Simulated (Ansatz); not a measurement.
All numbers below come from DFT PBE, scalar-relativistic, plane waves, PAW (Ansatz). All cells share a 420 eV cutoff and Γ-centred k meshes spaced at most about 0.3 Å⁻¹ (2π included). No spin polarisation in the final relaxations.

Formation energies are uncorrected and refer to the elements' standard structures at the same level (N₂ as a molecule).

A relaxed structure of ScCuC4N4 has 21.36 Å³/atom, −0.016 eV/atom against the elements, a gap of 2.63 eV on its mesh:

```cif
data_structure
_symmetry_space_group_name_H-M 'P-43m'
_symmetry_Int_Tables_number 215
_cell_length_a 5.9775
_cell_length_b 5.9775
_cell_length_c 5.9775
_cell_angle_alpha 90.000
_cell_angle_beta 90.000
_cell_angle_gamma 90.000
_cell_volume 213.58
loop_
_atom_site_label
_atom_site_type_symbol
_atom_site_symmetry_multiplicity
_atom_site_Wyckoff_symbol
_atom_site_fract_x
_atom_site_fract_y
_atom_site_fract_z
_atom_site_occupancy
Sc1 Sc 1 b 0.50000 0.50000 0.50000 1
Cu1 Cu 1 a 0.00000 0.00000 0.00000 1
C1 C 4 e 0.18539 0.18539 0.18539 1
N1 N 4 e 0.29929 0.29929 0.29929 1
```

Problem. Ag takes the place of Cu on the same sites, and the cell is relaxed. What changes?

Solution. ScAgC4N4 has a = 6.252 Å: 24.44 Å³/atom, +0.107 eV/atom against the elements, a gap of 2.73 eV on its mesh. The volume per atom changes by +14.4 % and the formation energy by +0.123 eV/atom (from unrounded values). The gap widens by 0.10 eV. Covalent radii: Cu 1.32 Å, Ag 1.45 Å; electronegativities 1.90 and 1.93. The cell follows the size of the atom. Sc is surrounded by 4 N at 2.08 Å; Ag is surrounded by 4 C at 2.16 Å; C has 1 N at 1.18 Å and 1 Ag at 2.16 Å; N is surrounded by 1 C at 1.18 Å and 1 Sc at 2.08 Å.

```cif
data_structure
_symmetry_space_group_name_H-M 'P 1'
_symmetry_Int_Tables_number 1
_cell_length_a 6.2525
_cell_length_b 6.2525
_cell_length_c 6.2525
_cell_angle_alpha 90.000
_cell_angle_beta 90.000
_cell_angle_gamma 90.000
_cell_volume 244.43
loop_
_atom_site_label
_atom_site_type_symbol
_atom_site_fract_x
_atom_site_fract_y
_atom_site_fract_z
_atom_site_occupancy
Sc1 Sc 0.50000 0.50000 0.50000 1
Ag1 Ag 0.00000 0.00000 0.00000 1
C1 C 0.19936 0.19936 0.19936 1
C2 C 0.19936 0.80064 0.80064 1
C3 C 0.80064 0.19936 0.80064 1
C4 C 0.80064 0.80064 0.19936 1
N1 N 0.30814 0.30814 0.30814 1
N2 N 0.30814 0.69186 0.69186 1
N3 N 0.69186 0.30814 0.69186 1
N4 N 0.69186 0.69186 0.30814 1
```

The two cells were relaxed from separate starts that ended on the same group and sites; neither need be the stable form of its compound. Kohn–Sham gaps at this level usually fall short of measured ones. The reference form of C is held partly by dispersion forces, which this level lacks. Cells relaxed within their symmetry can be saddle points.

Replacing Cu with Ag lengthens essentially one link of the framework. The coordinates show that the C–N and Sc–N distances hardly change, so the expansion comes from the metal–carbon bond, carried along the linear Sc–N–C–metal bridges. That bond grows by more than the covalent radii of 1.32 and 1.45 Å would suggest, which points to weaker Ag–C bonding as well as a larger atom. The more diffuse Ag orbitals overlap less with the carbon lone pair, and the deeper 4d shell donates less into cyanide π*.

The energies agree: silver metal is less cohesive than copper, which alone would favour the Ag compound, yet its formation energy is higher by 0.123 eV/atom. The loss therefore lies in the framework, and the carbon and nitrogen references cancel in this difference. The slightly wider gap probably reflects the lower Ag 4d levels, if metal d states form the valence edge. Neither formation energy settles stability against decomposition into simpler cyanides.
